**Screening and spin splitting of the 3s level in technetium ions**

The table holds the 3s up and down Kohn-Sham eigenvalues, mean radii, their gap and the exchange-correlation energy of Tc ions from spherical, scalar-relativistic, spin-polarised LDA-VWN5 calculations with ld1.x. The program compares the drop of the level per removed electron with Coulomb integrals, and tests the gap against cube-root LSDA counting, linear Hund counting and an unfitted exchange-only integral over hydrogenic orbitals. The opposite-spin drop rises smoothly from 63.8 to 67.7 eV across 3p and lies 3% below F⁰(3s,3p) at Tc28+. Cube-root counting with two fitted constants matches the five 3p gaps within 0.3%, whereas linear counting misses by up to 27%, and frozen radii show that contraction adds little to the asymmetry. The fitted formula is 11% high for Tc24+ and 22% low for Tc32+, and the small 4d gaps are not modelled.

Technetium ions computed with Quantum ESPRESSO 7.5 (ld1.x): all-electron, scalar-relativistic, spin-polarised Kohn-Sham calculations in the LDA (Slater exchange, VWN5 correlation). Densities are spherical, the nucleus is a point and open shells are filled high-spin. Bound levels have negative eigenvalues; n/a marks entries that involve an empty 3s down level.

## The fit in Python

```python
# Table: 3s up/down Kohn-Sham levels, mean radii, spin gap and xc energy of Tc ions (ld1.x, LDA-VWN5,
# scalar-relativistic, spin-polarised). Tested: screening steps vs F0; gap vs cube-root LSDA counting,
# linear Hund counting, and an unfitted exchange-only integral over hydrogenic orbitals.
T = {
    'ion': ['Tc+', 'Tc2+', 'Tc24+', 'Tc25+', 'Tc26+', 'Tc27+', 'Tc28+', 'Tc29+', 'Tc30+', 'Tc31+', 'Tc32+'],
    'Z': [43, 43, 43, 43, 43, 43, 43, 43, 43, 43, 43],
    'charge': [1, 2, 24, 25, 26, 27, 28, 29, 30, 31, 32],  # e
    'N': [42, 41, 19, 18, 17, 16, 15, 14, 13, 12, 11],
    'configuration': ['[Kr] (4d up)5 (5s up)1', '[Kr] (4d up)5', '[Ar] (3d up)1', '[Ne] 3s2 3p6', '[Ne] 3s2 (3p up)3 (3p down)2', '[Ne] 3s2 (3p up)3 (3p down)1', '[Ne] 3s2 (3p up)3', '[Ne] 3s2 (3p up)2', '[Ne] 3s2 (3p up)1', '[Ne] 3s2', '[Ne] (3s up)1'],
    'eigenvalue_3s_up': [-524.74, -533.55, -1369.8, -1431.9, -1495.7, -1560.3, -1625.6, -1687.5, -1749.1, -1809.6, -1876.6],  # eV
    'eigenvalue_3s_down': [-524.27, -533.1, -1366.5, -1431.9, -1491.3, -1550.6, -1608.8, -1675.0, -1741.9, -1809.6, None],  # eV
    'mean_radius_3s_up': [0.41626, 0.41626, 0.37825, 0.37493, 0.37184, 0.36881, 0.36583, 0.36312, 0.36048, 0.35792, 0.35525],  # bohr
    'mean_radius_3s_down': [0.41615, 0.41615, 0.37863, 0.37493, 0.37211, 0.36935, 0.36669, 0.36371, 0.36079, 0.35792, None],  # bohr
    'gap': [0.47, 0.46, 3.31, 0.0, 4.35, 9.7, 16.84, 12.55, 7.22, 0.0, None],  # eV
    'exchange_correlation_energy': [-123.85, -123.62, -89.911, -87.159, -84.481, -81.932, -79.564, -76.729, -74.033, -71.53, -69.428],  # hartree
}
import numpy as np
from scipy.constants import physical_constants as pc
from scipy.optimize import curve_fit
from scipy.special import eval_genlaguerre
from scipy.integrate import trapezoid
Ha = pc['Hartree energy in eV'][0]
q = [int(x) for x in T['charge']]
col = lambda k: dict(zip(q, T[k]))
up, dn, gap = col('eigenvalue_3s_up'), col('eigenvalue_3s_down'), col('gap')
ru, rd, xc = col('mean_radius_3s_up'), col('mean_radius_3s_down'), col('exchange_correlation_energy')
# from further outputs of the same runs: radii (bohr; core from Tc27+ for all rows), Tc28+ integrals (eV)
r1s, r2s, r2p, r3d, r5s = 0.0343, 0.1481, 0.1288, 0.3323, 2.9445
r3p = {24: 0.3699, 26: 0.3624, 27: 0.3590, 28: 0.3553, 29: 0.3522, 30: 0.3491, 32: 0.3491}
F0sp, F0ss, F0sd, G1sp = 67.67, 66.73, 70.82, 43.88
gap[32] = -1860.884 - up[32]  # empty 3s down level, quoted in the auditor's note only
occ = {24: ((1,3,1),(1,3,0)), 26: ((1,3,0),(1,2,0)), 27: ((1,3,0),(1,1,0)), 28: ((1,3,0),(1,0,0)),
       29: ((1,2,0),(1,0,0)), 30: ((1,1,0),(1,0,0)), 32: ((1,0,0),(0,0,0))}  # (3s,3p,3d) up, down
X = lambda ks: np.array([[sum(occ[k][0]), sum(occ[k][1]), ru[k]] for k in ks], float).T
cube = lambda x, A, b: A/x[2]*((x[0]+b)**(1/3) - (x[1]+b)**(1/3))
cube0 = lambda x, A: cube(x, A, 0.0)
lin = lambda x, J: J*(x[0]-x[1])/x[2]
fit = [26, 27, 28, 29, 30]; y = np.array([gap[k] for k in fit])
pc2 = curve_fit(cube, X(fit), y, [12, 0.5], bounds=([0, 0], [99, 9]))[0]
pc0 = curve_fit(cube0, X(fit), y, [10])[0]; pl = curve_fit(lin, X(fit), y, [2])[0]
r = np.geomspace(1e-5, 4, 5000)
def R2(n, l, rm):
    Z = (3*n*n - l*(l+1))/(2*rm)
    f = (r**l*np.exp(-Z*r/n)*eval_genlaguerre(n-l-1, 2*l+1, 2*Z*r/n))**2
    return f/trapezoid(f*r*r, r)
core = R2(1, 0, r1s) + R2(2, 0, r2s) + 3*R2(2, 1, r2p)
def hyd(k, kr):
    s, p, d = R2(3, 0, ru[kr]), R2(3, 1, r3p[kr]), R2(3, 2, r3d)
    v = [(6/np.pi*(core + o[0]*s + o[1]*p + o[2]*d)/(4*np.pi))**(1/3) for o in occ[k]]
    return Ha*trapezoid(s*r*r*(v[0]-v[1]), r)
print('rounding: levels 0.05 eV (Tc+,Tc2+ 0.005), gap 0.005 eV, radii 5e-6 bohr')
print(f'fits to Tc26-30+ (eV bohr): cube A={pc2[0]:.2f} b={pc2[1]:.2f}; cube b=0 A={pc0[0]:.2f}; linear J={pl[0]:.3f}')
print('q  gap/eV per spin | err% cube, b=0, linear | hydrogenic eV (table/model), frozen Tc28+ radii eV')
for k in sorted(occ):
    x = X([k]); m = x[0, 0]-x[1, 0]; h = hyd(k, k)
    e = [100*(f(x, *p)[0]/gap[k]-1) for f, p in ((cube, pc2), (cube0, pc0), (lin, pl))]
    print(f'{k} {gap[k]:6.2f} {gap[k]/m:5.2f} | {e[0]:+6.1f} {e[1]:+6.1f} {e[2]:+6.1f} | {h:6.2f} ({gap[k]/h:.3f}) {hyd(k,28):6.2f}' + ('' if k in fit else ' not fitted'))
for nm, f, p in (('cube', cube, pc2), ('b=0', cube0, pc0), ('linear', lin, pl)):
    d = f(X(fit), *p) - y
    print(f'{nm}: rms {np.sqrt(np.mean(d**2)):.3f} eV, worst Tc{fit[np.argmax(abs(d))]}+ {d[np.argmax(abs(d))]:+.2f} eV')
print(f'gap 30+/26+: table {gap[30]/gap[26]:.3f}, 1/r only {ru[26]/ru[30]:.3f}, hydrogenic {hyd(30,30)/hyd(26,26):.3f}, frozen {hyd(30,28)/hyd(26,28):.3f}')
print(f'gap 29+/27+: table {gap[29]/gap[27]:.3f}, 1/r only {ru[27]/ru[29]:.3f}, hydrogenic {hyd(29,29)/hyd(27,27):.3f}')
print(f'4d rows: gap per spin Tc+ {gap[1]/6:.3f}, Tc2+ {gap[2]/5:.3f} eV; Tc24+ gap / Tc2+ per spin {gap[24]/(gap[2]/5):.0f}')
print(f'Tc28+: orbital exchange 3*G1/3 = {G1sp:.1f} eV, LDA gap / that = {gap[28]/G1sp:.2f}')
print('step removed | drop up, down, opposite-spin eV | opp*r eV bohr | d xc hartree | d r_up %')
opp = []
for k, nm in zip(range(24, 32), ['3d up'] + 3*['3p dn'] + 3*['3p up'] + ['3s dn']):
    du = up[k]-up[k+1]; dd = dn[k]-dn[k+1] if k < 31 else np.nan
    o = du if nm.endswith('dn') else dd
    if '3p' in nm: opp.append(o)
    print(f'{k}->{k+1} {nm} | {du:5.1f} {dd:5.1f} {o:5.1f} | {o*(ru[k]+ru[k+1])/2:5.2f} | {xc[k+1]-xc[k]:.3f} | {100*(ru[k+1]/ru[k]-1):+.2f}')
print(f'Tc28+ F0 eV: 3s3p {F0sp}, 3s3s {F0ss}, 3s3d {F0sd}; opp drop around 28+ / F0(3s3p) {(opp[2]+opp[3])/2/F0sp:.3f}')
print(f'1->2 (5s): drop up {up[1]-up[2]:.2f}, down {dn[1]-dn[2]:.2f} eV; 1/<r>5s {Ha/r5s:.2f} eV; d r_up {ru[2]-ru[1]:.5f} bohr')
print(f'2->24: mean drop {(up[2]-up[24])/22:.1f} eV/electron, r {100*(ru[24]/ru[2]-1):+.1f}%; 1->32: level x{up[32]/up[1]:.2f}, r {100*(ru[32]/ru[1]-1):+.1f}%')
for k in (1, 2, 24, 26, 27, 28, 29, 30):
    print(f'Tc{k}+: r_down-r_up {1e5*(rd[k]-ru[k]):+.0f}e-5 bohr, per eV of gap {1e5*(rd[k]-ru[k])/gap[k]:+.1f}e-5')
per = [gap[k]/m for k, m in zip(fit, (1, 2, 3, 2, 1))]
assert gap[25] == 0 and gap[31] == 0
assert all(np.diff(per) > 0)
assert all(np.diff(opp) > 0) and all(abs(o/F0sp-1) < 0.1 for o in opp)
assert all(rd[k] < ru[k] for k in (1, 2)) and all(rd[k] > ru[k] for k in [24]+fit)
```

Output:

```
rounding: levels 0.05 eV (Tc+,Tc2+ 0.005), gap 0.005 eV, radii 5e-6 bohr
fits to Tc26-30+ (eV bohr): cube A=12.09 b=0.47; cube b=0 A=10.47; linear J=2.054
q  gap/eV per spin | err% cube, b=0, linear | hydrogenic eV (table/model), frozen Tc28+ radii eV
24   3.31  3.31 |  +10.7   +2.5  +64.1 |   3.52 (0.941)   3.66 not fitted
26   4.35  4.35 |   -0.3   -6.0  +27.0 |   4.71 (0.923)   4.78
27   9.70  4.85 |   -0.1   -4.1  +14.8 |  10.56 (0.918)  10.63
28  16.84  5.61 |   +0.1   -0.1   +0.0 |  18.59 (0.906)  18.59
29  12.55  6.28 |   -0.0   +1.6   -9.8 |  13.88 (0.904)  13.81
30   7.22  7.22 |   -0.3   +4.6  -21.1 |   8.03 (0.899)   7.96
32  15.72 15.72 |  -22.2  +87.6  -63.2 |  20.10 (0.782)  20.34 not fitted
cube: rms 0.016 eV, worst Tc28+ +0.02 eV
b=0: rms 0.276 eV, worst Tc27+ -0.40 eV
linear: rms 1.208 eV, worst Tc30+ -1.52 eV
gap 30+/26+: table 1.660, 1/r only 1.032, hydrogenic 1.703, frozen 1.666
gap 29+/27+: table 1.294, 1/r only 1.016, hydrogenic 1.314
4d rows: gap per spin Tc+ 0.078, Tc2+ 0.092 eV; Tc24+ gap / Tc2+ per spin 36
Tc28+: orbital exchange 3*G1/3 = 43.9 eV, LDA gap / that = 0.38
step removed | drop up, down, opposite-spin eV | opp*r eV bohr | d xc hartree | d r_up %
24->25 3d up |  62.1  65.4  65.4 | 24.63 | 2.752 | -0.88
25->26 3p dn |  63.8  59.4  63.8 | 23.82 | 2.678 | -0.82
26->27 3p dn |  64.6  59.3  64.6 | 23.92 | 2.549 | -0.81
27->28 3p dn |  65.3  58.2  65.3 | 23.99 | 2.368 | -0.81
28->29 3p up |  61.9  66.2  66.2 | 24.13 | 2.835 | -0.74
29->30 3p up |  61.6  66.9  66.9 | 24.20 | 2.696 | -0.73
30->31 3p up |  60.5  67.7  67.7 | 24.32 | 2.503 | -0.71
31->32 3s dn |  67.0   nan  67.0 | 23.89 | 2.102 | -0.75
Tc28+ F0 eV: 3s3p 67.67, 3s3s 66.73, 3s3d 70.82; opp drop around 28+ / F0(3s3p) 0.972
1->2 (5s): drop up 8.81, down 8.83 eV; 1/<r>5s 9.24 eV; d r_up 0.00000 bohr
2->24: mean drop 38.0 eV/electron, r -9.1%; 1->32: level x3.58, r -14.7%
Tc1+: r_down-r_up -11e-5 bohr, per eV of gap -23.4e-5
Tc2+: r_down-r_up -11e-5 bohr, per eV of gap -23.9e-5
Tc24+: r_down-r_up +38e-5 bohr, per eV of gap +11.5e-5
Tc26+: r_down-r_up +27e-5 bohr, per eV of gap +6.2e-5
Tc27+: r_down-r_up +54e-5 bohr, per eV of gap +5.6e-5
Tc28+: r_down-r_up +86e-5 bohr, per eV of gap +5.1e-5
Tc29+: r_down-r_up +59e-5 bohr, per eV of gap +4.7e-5
Tc30+: r_down-r_up +31e-5 bohr, per eV of gap +4.3e-5
```
